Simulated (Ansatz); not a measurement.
## A series in volume per atom on Pb

Results calculated with Ansatz 0.2.0, not measured. Periodic Kohn-Sham DFT of a crystal at fixed atoms; pressure and stress are positive in compression; the energy is the free energy less that of spherical unpolarised free atoms; site moments are those in the method's own spheres, positive along +z.

Cell of the first row (space group P6_3/mmc, No. 194):
```
cell vectors (Å)
   3.4090     0.0000     0.0000
  -1.7045     2.9522     0.0000
   0.0000     0.0000     5.4759
atoms (fractions of the cell vectors)
Pb  0.33333  0.66667  0.25000
Pb  0.66667  0.33333  0.75000
```

Settings of every row: method all-electron LAPW; functional PBEsol; relativity scalar; k mesh 14x14x8; filling fermi-dirac; smearing width 0.08 eV; basis error target 0.5 meV/atom; nucleus gaussian.

Atom start moment: 0 on all atoms.

Limits: no spin-orbit coupling on heavy atoms.

```csv
row,volume per atom (Å³),energy less free atoms (eV/atom),pressure (GPa)
1,27.555,-3.9432,4.702
2,28.141,-3.9578,3.319
3,28.727,-3.9677,2.09
4,29.021,-3.971,1.527
5,29.314,-3.9733,0.996
6,29.607,-3.9747,0.495
7,29.9,-3.9751,0.022
8,30.486,?,?
9,31.073,-3.969,-1.62
```

Question: what energy less free atoms and pressure should row 8 give?

Worked fit of energy less free atoms. Take u = (V_r/V)^(2/3) − 1 with V_r = 29.168 Å³ an atom, which is twice the finite (Eulerian) strain; such expansions in the strain, on which the Birch-Murnaghan equation of state is built, carry the rest volume and the bulk modulus. The shown rows have u = 0.03865, 0.02418, 0.01021, 0.00337, -0.00332, -0.00991, -0.01639, -0.0413. Least squares give energy less free atoms = −3.97228 + 0.3436 × u + 10.419 × u² + 4.2 × u³ eV/atom; a parabola predicts inner rows, each left out in turn, worse (root mean square 7.2e-05 against 3.7e-05 eV/atom). All shown rows lie on it to the printed digit. Its lowest point lies at u = -0.0167, or V = 29.91 Å³ an atom, and the curvature there gives the bulk modulus at fixed shape and fractions, B = (4/9)(1 + u)² E″(u)/V = 47 GPa. Letting shape and atoms relax would as a rule lower it, by much in layered, chain or molecular crystals. The withheld row has u = -0.02903, so the fit gives −3.97228 + 0.3436 × (-0.02903) + 10.419 × (-0.02903)² + 4.2 × (-0.02903)³ = -3.9736 eV/atom.

The calculation gave -3.9736 eV/atom. The fit meets it to the printed digit.

Worked fit of pressure. Take u = (V_r/V)^(2/3) − 1 with V_r = 29.168 Å³ an atom, which is twice the finite (Eulerian) strain; such expansions in the strain, on which the Birch-Murnaghan equation of state is built, carry the rest volume and the bulk modulus. The shown rows have u = 0.03865, 0.02418, 0.01021, 0.00337, -0.00332, -0.00991, -0.01639, -0.0413. Least squares give pressure = 1.2562 + 79.206 × u + 244.86 × u² + 323 × u³ GPa; a parabola predicts inner rows, each left out in turn, worse (root mean square 0.005 against 0.00081 GPa). The rows lie off it by 0.000, 0.000, -0.001, 0.001, 0.000, 0.000, 0.000, 0.000. The pressure vanishes at u = -0.0167, or V = 29.91 Å³ an atom, and there the bulk modulus at fixed shape and fractions is B = −V dP/dV = (2/3)(1 + u) dP/du = 46.7 GPa. Letting shape and atoms relax would as a rule lower it, by much in layered, chain or molecular crystals. The withheld row has u = -0.02903, so the fit gives 1.2562 + 79.206 × (-0.02903) + 244.86 × (-0.02903)² + 323 × (-0.02903)³ = -0.845 GPa.

The calculation gave -0.846 GPa. The fit lies 0.001 GPa (0.016 % of the column's range) above it, one unit of the last digit.
